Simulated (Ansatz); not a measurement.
# A series in volume per atom on YS

Results calculated with Ansatz 0.2.0, not measured. Periodic Kohn-Sham DFT of a crystal at fixed atoms; pressure and stress are positive in compression; the energy is the free energy less that of spherical unpolarised free atoms; site moments are those in the method's own spheres, positive along +z.

Cell of the first row (space group Fm-3m, No. 225):
```
CELL_PARAMETERS angstrom
0.00000 2.68760 2.68760
2.68760 0.00000 2.68760
2.68760 2.68760 0.00000
ATOMIC_POSITIONS crystal
Y 0.50000 0.50000 0.50000
S 0.00000 0.00000 0.00000
```

Settings of every row: method all-electron PAW; functional LDA; relativity scalar; k mesh 8x8x8; filling fermi-dirac; smearing width 0.01 eV; nucleus gaussian.

Atom start moment: 0 on all atoms.

```
row  volume per atom (Å³)  pressure (GPa)
  1                19.414           2.872
  2                19.827           0.401
  3                 20.24           -1.81
  4                20.447          -2.827
  5                20.653          -3.788
  6                 20.86          -4.698
  7                21.066          -5.558
  8                21.479               ?
  9                21.892          -8.555
```

Question: what pressure should row 8 give?

Worked fit of pressure. Take u = (V_r/V)^(2/3) − 1 with V_r = 20.55 Å³ an atom, which is twice the finite (Eulerian) strain; such expansions in the strain, on which the Birch-Murnaghan equation of state is built, carry the rest volume and the bulk modulus. The shown rows have u = 0.03864, 0.02416, 0.01018, 0.00336, -0.00333, -0.00993, -0.0164, -0.0413. Least squares give pressure = −3.3143 + 143.525 × u + 416.25 × u² + 329 × u³ GPa; a parabola predicts inner rows, each left out in turn, worse (root mean square 0.0051 against 0.00065 GPa). The rows lie off it by 0.000, 0.000, 0.000, 0.000, 0.000, 0.001, 0.000, 0.000. The pressure vanishes at u = 0.0217, or V = 19.9 Å³ an atom, and there the bulk modulus at fixed shape and fractions is B = −V dP/dV = (2/3)(1 + u) dP/du = 110 GPa. The withheld row has u = -0.02905, so the fit gives −3.3143 + 143.525 × (-0.02905) + 416.25 × (-0.02905)² + 329 × (-0.02905)³ = -7.140 GPa.

The calculation gave -7.141 GPa. The fit lies 0.001 GPa (0.0088 % of the column's range) above it, one unit of the last digit.
